\section*{Curie constant and transition entropy in the order--disorder and displacive limits}

\subsection*{Statement}

A crystal has $N=1/v$ polar cells per volume. Above the transition $P=\varepsilon_0\chi E$ with $\chi=C/(T-T_0)$, where $E$ is the macroscopic field in a short-circuited sample and $C$ is in kelvin. $P_s$ is the saturated polarisation and $k$ is Boltzmann's constant. The ordering entropy per cell, $\Delta s$, is that of the non-polar branch $P=0$ minus that of the polarised state at the same temperature. Two dipoles per cell can be formed, $p_c=\sqrt{\varepsilon_0kC/N}$ from the Curie constant and $p_s=P_s/N$ from saturation. Their ratio, named after Rhodes and Wohlfarth in magnetism, is
\begin{equation}
r=\frac{p_c}{p_s}=\frac{\sqrt{\varepsilon_0NkC}}{P_s}.
\label{eq:r}
\end{equation}

\emph{(A) Any proper ferroelectric.} To lowest order in $P$ the ordering entropy per volume is $P^2/2\varepsilon_0C$. Evaluated at $P_s$ it gives the Landau entropy
\begin{equation}
N\Delta s_L=\frac{P_s^2}{2\varepsilon_0C},\qquad \Delta s_L=\frac{k}{2r^2}.
\label{eq:L}
\end{equation}
This is the whole ordering entropy only if the higher Landau coefficients do not depend on temperature.

\emph{(B) Order--disorder limit.} For two-position dipoles $\pm p$ in a mean field,
\begin{equation}
C=\frac{Np^2}{\varepsilon_0k}=\frac{P_s^2}{\varepsilon_0Nk},\qquad r=1,\qquad \Delta s=k\ln2 ,
\label{eq:od}
\end{equation}
whereas $\Delta s_L=k/2$. This $C$ is of order $10^3$~K for dipoles of 1 to 2~D; it grows as $P_s^2v$, so $C$ alone does not fix the type of transition.

\emph{(C) Displacive limit.} For a weakly anharmonic single well of stiffness $a$, just overcome by the intercell coupling $J$,
\begin{equation}
r^2\to\frac{a}{3(J-a)}\gg1,\qquad \Delta s=\frac k2\ln\!\Big[1+\frac{3(J-a)}{a}\Big]\to\frac{k}{2r^2}\ll k\ln2 .
\label{eq:disp}
\end{equation}

\emph{(D) BaTiO$_3$.} The typical values $C\approx1.5\times10^5$~K and $P_s\approx0.26$~C\,m$^{-2}$ give $r\approx2$ and $\Delta s_L\approx0.12\,k$, about one sixth of $k\ln2$.

\subsection*{Proof of (A)}

The free energy per volume obeys $dF=-S\,dT+E\,dP$, all coefficients referring to one mechanical boundary condition. Inversion symmetry of the parent phase gives $E=P/\varepsilon_0\chi(T)+B(T)P^3+\dots$ The Maxwell relation $(\partial S/\partial P)_T=-(\partial E/\partial T)_P$, integrated from $P=0$, yields
\begin{equation}
S(0,T)-S(P,T)=\frac{P^2}{2\varepsilon_0}\frac{d\chi^{-1}}{dT}+\frac{P^4}{4}\frac{dB}{dT}+\dots
\label{eq:maxwell}
\end{equation}
Where the Curie--Weiss law holds, continued to the temperature in question, $d\chi^{-1}/dT=1/C$ and the first term is $P^2/2\varepsilon_0C$. Division by $N$ and use of Eq.~\eqref{eq:r} give Eq.~\eqref{eq:L}. In calorimetry the left side is the latent entropy, if any, plus the integral of the excess heat capacity over $T$, with the non-polar branch as baseline.

\subsection*{The model: one coordinate per cell}

Each of $\mathcal N$ cells carries one classical dipole coordinate $d_i$ along the polar axis, and all pairs are coupled equally:
\begin{equation}
H=\sum_i\Big[\frac a2d_i^2+\frac b4d_i^4-Ed_i\Big]-\frac{J}{2\mathcal N}\Big(\sum_id_i\Big)^2,\qquad b>0,\quad J>\max(a,0).
\end{equation}
The kinetic energy separates and adds nothing to $\Delta s$. With $\beta=1/kT$, $V(d)=ad^2/2+bd^4/4$ and $\Sigma=\sum_id_i$, the Gaussian identity $e^{\beta J\Sigma^2/2\mathcal N}\propto\int dm\,e^{-\beta\mathcal NJm^2/2+\beta Jm\Sigma}$ decouples the cells. For $\mathcal N\to\infty$ the integral over $m$ is given by its maximum, so the free energy per cell is exactly the minimum of
\begin{equation}
f(m)=\frac J2m^2-kT\ln\int dd\;e^{-\beta[V(d)-(Jm+E)d]} .
\label{eq:f}
\end{equation}
Stationarity gives $m=\langle d\rangle$ and $P=Nm$, and the entropy is that of the one-cell distribution in the field $Jm+E$. The problem is reduced to a single site.

Let $M_n=\langle d^n\rangle$ in the bare potential $V$. Linear response of one cell is $m=\beta M_2(Jm+E)$, whence
\begin{equation}
\frac1\chi=\frac{\varepsilon_0}{N}\Big(\frac{kT}{M_2}-J\Big),\qquad kT_c=JM_2(T_c).
\end{equation}
The transition is continuous, so $T_0=T_c$. The slope of $1/\chi$ at $T_c$ defines $C$:
\begin{equation}
C=\frac{NM_2}{\varepsilon_0kD}=\frac{NT_c}{\varepsilon_0JD},\qquad D=1-\frac{d\ln M_2}{d\ln T}\bigg|_{T_c}.
\label{eq:C}
\end{equation}
At $T=0$ the energy $V(d)-Jd^2/2$ is least at $d_s^2=(J-a)/b$, so $p_s=d_s$, $p_c^2=M_2/D$ and $r^2=M_2/(Dd_s^2)$. The two limits follow from $D$: a dipole of fixed length has constant $M_2$ and $D=1$, while a harmonic oscillator has $M_2\propto T$, $D=0$ and no Curie--Weiss law at all.

\subsection*{Proof of (B)}

For $a\to-\infty$ at fixed $p^2=|a|/b$ and fixed $J$, the cell has only the positions $\pm p$. Then $M_2=p^2$, $D=1$, $d_s=p$, and $\chi=C/(T-T_c)$ holds at every $T>T_c=Jp^2/k$ with the $C$ of Eq.~\eqref{eq:od}. With $\eta=m/p$ the equation of state is $pE=kT\,\mathrm{artanh}\,\eta-Jp^2\eta$. The occupations are $(1\pm\eta)/2$, so
\begin{equation}
\frac{\Delta s}{k}=\frac12\big[(1+\eta)\ln(1+\eta)+(1-\eta)\ln(1-\eta)\big]=\sum_{n=1}^\infty\frac{\eta^{2n}}{2n(2n-1)}=\frac{\eta^2}2+\frac{\eta^4}{12}+\dots
\label{eq:ising}
\end{equation}
The first term is $P^2/2\varepsilon_0C$ per volume, as (A) requires. The others are present because the non-linear coefficients all come from $kT\,\mathrm{artanh}\,\eta$ and are proportional to $T$. At $\eta=0.5$ the sum is 0.131 against 0.125 for the first term. At $\eta=1$ it is $\ln2=0.693$, a factor $2\ln2=1.386$ above the Landau term, which falls short by 28\,\%.

For $P_s=0.05$~C\,m$^{-2}$ and $v=100$~\AA$^3$, assumed round values typical of a hydrogen-bonded crystal such as KH$_2$PO$_4$, the dipole is $p=1.5$~D and $C=2.0\times10^3$~K. The same order follows from Eq.~\eqref{eq:C}: rigid point dipoles on a cubic lattice coupled by the Lorentz field $P/3\varepsilon_0$ alone have $J=N/3\varepsilon_0$, hence $C=3T_c$, or 900~K for $T_c=300$~K.

\subsection*{Closed solution for any well shape}

Define $g=bkT/a^2$, $z=1/8g$ and $y=aM_2/kT$. At the transition $y=a/J$. Integration by parts gives $aM_2+bM_4=kT$ and $aM_4+bM_6=3kTM_2$. Inserting both in $T\,dM_2/dT=\beta[\langle d^2V\rangle-M_2\langle V\rangle]$ leaves $T\,dM_2/dT=M_2/2+\beta a(M_4-M_2^2)/4$. With $M_4=kT(1-y)/b$, $M_2=agy/b$ and $d_s^2=a(1-y)/by$,
\begin{equation}
D=\frac12+\frac y4-\frac{1-y}{4gy},\qquad r^2=\frac{g\,y^2}{(1-y)\,D}.
\label{eq:r2}
\end{equation}
The one-cell partition function is proportional to $\sqrt{a/b}\,e^zK_{1/4}(z)$ for $a>0$ and to $\sqrt{|a|/b}\,e^z[I_{1/4}(z)+I_{-1/4}(z)]$ for $a<0$, with $K$ and $I$ the modified Bessel functions. Its logarithmic derivative with respect to $a$ is $-\beta M_2/2$, and the Bessel recurrence relations give
\begin{equation}
y=4z\Big[\frac{K_{3/4}(z)}{K_{1/4}(z)}-1\Big]\ (a>0),\qquad y=-4z\Big[1+\frac{I_{3/4}(z)+I_{-3/4}(z)}{I_{1/4}(z)+I_{-1/4}(z)}\Big]\ (a<0).
\label{eq:y}
\end{equation}
One number, $g$ at $T_c$, with the sign of $a$ thus fixes $a/J$ and $r$. For $a=0$, $M_2=2\gamma\sqrt{kT/b}$ with $\gamma=\Gamma(3/4)/\Gamma(1/4)$, so $D=1/2$, $M_2(T_c)=4\gamma^2J/b$ and $r^2=8\gamma^2$.

The full ordering entropy is the classical limit $T\to0$, where every occupied well is harmonic and a well of curvature $\kappa$ has entropy $\tfrac k2\ln(2\pi ekT/\kappa)$. In the ordered state a cell sits in one well with $V''(d_s)=a+3bd_s^2=3J-2a$. On the branch $m=0$ it has one well of curvature $a$ if $a>0$ and two wells of curvature $2|a|$ if $a<0$. Therefore
\begin{equation}
\frac{\Delta s}{k}=\frac12\ln\!\Big[1+\frac{3(J-a)}a\Big]\ (a>0),\qquad \frac{\Delta s}k=\ln2+\frac12\ln\!\Big[1+\frac{3J}{2|a|}\Big]\ (a<0).
\label{eq:ds}
\end{equation}
Both expressions diverge logarithmically as $a\to0$, because the reference branch is then a purely quartic well whose width shrinks as $T^{1/4}$ instead of $T^{1/2}$. For a deep double well $y=-1/g+1+O(g)$ and $D=1+g+\dots$, so $r^2=1-3J/|a|+\dots$ and $\Delta s\to k\ln2$, which recovers (B).

\subsection*{Proof of (C)}

For $a>0$ the general moment relation is $aM_{2n}+bM_{2n+2}=(2n-1)kTM_{2n-2}$. The ratios $\rho_n=aM_{2n}/(kTM_{2n-2})$ obey $\rho_n=(2n-1)/(1+g\rho_{n+1})$ with $\rho_1=y$. Expanding, $y=1-3g+24g^2-\dots$ and $D=3g-39g^2+\dots$ To leading order
\begin{equation}
\frac{kT}{M_2}=a+\frac{3bkT}a,\qquad kT_c=\frac{a(J-a)}{3b},\qquad C=\frac{Na}{3\varepsilon_0kb},
\end{equation}
and, one order further,
\begin{equation}
r^2=\frac{a}{3(J-a)}+\frac{10}9+O(g).
\end{equation}
The stiffness of the uniform mode, $kT/M_2-J$, vanishes linearly at $T_c$: this is the soft mode. The Curie constant is large because temperature enters only through the weak anharmonicity; at equal $J$ and $T_c$, Eq.~\eqref{eq:C} makes it $1/D\approx1/3g$ times the two-position value. The first of Eqs.~\eqref{eq:ds} tends to $3(J-a)/2a=1/2r^2$, which proves Eq.~\eqref{eq:disp}. No configurations are lost on ordering. The entropy is vibrational: the displacement stiffens the local oscillator from $a$ to $3J-2a$.

\subsection*{The model across the crossover}

The barrier of the bare double well is $a^2/4b=kT_c/4g$, that is $25\,kT_c$ and $2.5\,kT_c$ in the first two rows.
\begin{center}
\begin{tabular}{lccccc}
\hline
well & $g(T_c)$ & $a/J$ & $r^2$ & $\Delta s_L/k$ & $\Delta s/k$\\
\hline
deep double & 0.01 & $-99.0$ & 0.969 & 0.516 & 0.701\\
shallow double & 0.1 & $-8.71$ & 0.705 & 0.709 & 0.773\\
quartic, $a=0$ & $\infty$ & 0 & 0.914 & 0.547 & divergent\\
single, fitted to BaTiO$_3$ & 0.0409 & 0.905 & 4.22 & 0.119 & 0.137\\
single, nearly harmonic & 0.01 & 0.972 & 12.7 & 0.0393 & 0.0412\\
\hline
\end{tabular}
\end{center}
The ratio is not monotonic. It lies below 1 in the double-well and quartic rows, chiefly because the mean field stretches the ordered dipole beyond its thermal length, and it rises without bound as $a\to J$. In these rows $\Delta s_L$ lies below $\Delta s$, and it becomes exact only at the displacive end.

\subsection*{Numbers for BaTiO$_3$}

The tetragonal lattice constants at 300~K are 3.994~\AA\ and 4.034~\AA\ ($a$ and $c$ axes; compiled values, Wikipedia). With one formula unit per cell, $v=64.35$~\AA$^3$ and $N=1.554\times10^{28}$~m$^{-3}$. The typical $C$ and $P_s$ of (D) carry two figures; a third figure below serves the arithmetic only. The saturation dipole is
\begin{equation}
p_s=P_sv=1.67\times10^{-29}\ \mathrm{C\,m}=5.02\ \mathrm D=1.04\ e\text{\AA}.
\end{equation}
Independent two-position dipoles of this size would have $C=P_s^2/\varepsilon_0Nk=3.56\times10^4$~K. The contrast between $10^3$~K and $10^5$~K therefore comes in large part from the size of $P_s^2v$, and only the remaining factor reflects the mechanism:
\begin{equation}
r^2=\frac{1.5\times10^5}{3.56\times10^4}=4.22,\qquad r=2.05,\qquad p_c=10.3\ \mathrm D.
\end{equation}
The Landau entropy is $P_s^2/2\varepsilon_0C=2.54\times10^4$~J\,m$^{-3}$K$^{-1}$, that is $0.119\,k$ per cell or 0.99~J\,mol$^{-1}$K$^{-1}$. The two-position value is $Nk\ln2=1.49\times10^5$~J\,m$^{-3}$K$^{-1}$ or 5.76~J\,mol$^{-1}$K$^{-1}$, so $\Delta s_L$ is 17\,\% of it.

Solving Eqs.~\eqref{eq:r2} and \eqref{eq:y} for this $r^2$ gives the fourth row of the table, with $D=0.0835$. The ratio is fitted and tests nothing. What the model adds is its entropy, $0.137\,k$ or 1.14~J\,mol$^{-1}$K$^{-1}$, which is 15\,\% above $\Delta s_L$ and 20\,\% of $k\ln2$. A ratio near 2 puts the model on the single-well side, with $J$ only about a tenth above $a$, but not in the asymptotic range: the term $10/9$ is a quarter of $r^2$.

\subsection*{What the model leaves out}

\emph{Electronic polarisation.} Let the cells also have a polarisability $\alpha_e$ and see the Lorentz field $E+P/3\varepsilon_0$. Solving $P=Nm+N\alpha_e(E+P/3\varepsilon_0)$ gives $P=LNm+\varepsilon_0(\varepsilon_\infty-1)E$ with $L=(1-N\alpha_e/3\varepsilon_0)^{-1}=(\varepsilon_\infty+2)/3$, and the part of the local field proportional to $E$ is $LE$. Thus $P_s\propto L$ and $C\propto L^2$, and $r$ and $\Delta s_L$ do not change: $d$ is the dressed dipole. The compiled $\varepsilon_\infty=5.75$ of the tetragonal phase (He 2017) gives $L=2.58$ and a bare dipole of 1.94~D within this isotropic picture, which is crude for a perovskite. The electronic background $\varepsilon_\infty-1$ is 0.3\,\% of $\chi=1500$ at $T-T_0=100$~K.

\emph{Saturation.} The typical $P_s$ refers to room temperature and was identified with $Nd_s$ by assumption. Equation~\eqref{eq:maxwell} needs no such step and gives the entropy at the temperature where $P$ has that value. If saturation were assumed 25\,\% higher, $r$ would fall to 1.64 and $\Delta s_L$ would rise to $0.185\,k$.

\emph{First order.} The cubic--tetragonal transition of BaTiO$_3$ is of first order, which is usually ascribed to coupling to strain, while the model has no latent heat. The first term of Eq.~\eqref{eq:maxwell} with a typical jump of 0.18~C\,m$^{-2}$ assigns $0.057\,k$, or 0.47~J\,mol$^{-1}$K$^{-1}$, to the discontinuity. The further transitions at lower temperature need a three-component dipole.

\emph{Quantum statistics.} A small stiffening of an oscillator lowers its entropy by $\tfrac k2\,\phi(x)\,\delta\ln\omega^2$ with $\phi=(x/2)^2/\sinh^2(x/2)$ and $x=\hbar\omega/kT$, since $-\partial s/\partial\ln\omega$ is the Einstein heat capacity. For assumed local frequencies of 200 and 500~cm$^{-1}$ at 300~K, $\phi=0.93$ and 0.63, and $\phi\to0$ as $T\to0$. This reduction rivals the 15\,\% excess over $\Delta s_L$ and has the opposite sign, so the model entropy is good to one figure, about $0.1\,k$, and its classical $T\to0$ value is a formal limit.

\emph{Correlations.} If chains of $n$ cells reverse as rigid two-position units, then $N\to N/n$ and $p\to np$ at unchanged $P_s$. Equation~\eqref{eq:od} then gives $C$ larger by $n$, so that $r^2=n$ and $\Delta s=(k\ln2)/n$ per cell. For $n=4.22$ this is $0.16\,k$, close to the single-well figure. Chain-like correlations of this kind were invoked for BaTiO$_3$ by Com\`es, Lambert and Guinier to explain diffuse X-ray scattering. A ratio $r\approx2$ and an entropy of 0.1 to $0.2\,k$ exclude independent two-position dipoles, one per cell, but cannot separate a soft single well from order--disorder of correlated chains.